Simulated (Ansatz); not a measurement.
## La₂O₃: the change of energy above lowest point with volume scale

Results calculated with Ansatz 0.2.0, not measured. Free energy against uniform scaling of the volume at fixed shape and fractions; periodic cell, basis, potentials, k mesh and filling as listed.

The cell before it is scaled or strained (space group P-62m, No. 189):
```
La2O3
1.0
      6.2876     0.0000     0.0000
     -3.1438     5.4452     0.0000
      0.0000     0.0000     3.3107
La O
2 3
Direct
  0.33333 0.66667 0.50000
  0.66667 0.33333 0.50000
  0.49199 0.49199 0.00000
  0.00000 0.50801 0.00000
  0.50801 0.00000 0.00000
```

Settings of every row: functional r2SCAN; dispersion none; potentials PAW; wave cutoff 625.86 eV; density cutoff 2503.4 eV; k mesh 6x6x6; k shift 0x0x0; occupations fixed; smearing width 0 eV; spin none.

Limits: the cell comes from a prototype or a list of computed structures and needn't be the stable phase.

| row | volume scale | V (Å³/atom) | energy above lowest point (meV/atom) |
| --- | --- | --- | --- |
| 1 | 0.9406 | 21.323 | 31 |
| 2 | 0.9703 | 21.997 | 8.1 |
| 3 | 1 | 22.67 | 0 |
| 4 | 1.0297 | 23.343 | 4.4 |
| 5 | 1.0594 | 24.016 | ? |

Question: what energy above lowest point should row 5 give?

Worked fit of energy above lowest point. Take u = (V_r/V)^(2/3) − 1 with V_r = 22.334 Å³ an atom, which is twice the finite (Eulerian) strain; such expansions in the strain, on which the Birch-Murnaghan equation of state is built, carry the rest volume and the bulk modulus. The shown rows have u = 0.03136, 0.01019, -0.00991, -0.02903. Least squares give energy above lowest point = 2.35 + 402.1 × u + 16304 × u² meV/atom; a straight line predicts inner rows, each left out in turn, worse (root mean square 9.4 against 0.082 meV/atom). All shown rows lie on it to the printed digit. Its lowest point lies at u = -0.0123, or V = 22.75 Å³ an atom, and the curvature there gives the bulk modulus at fixed shape and fractions, B = (4/9)(1 + u)² E″(u)/V = 99.5 GPa. Letting shape and atoms relax would as a rule lower it, by much in layered, chain or molecular crystals. The withheld row has u = -0.04725, so the fit gives 2.35 + 402.1 × (-0.04725) + 16304 × (-0.04725)² = 19.8 meV/atom.

The calculation gave 19.6 meV/atom. The fit lies 0.2 meV/atom (1 % of the value, 0.65 % of the column's range) above it; its largest miss of a shown row is 0.0 meV/atom. This row lies beyond the range of the fit.
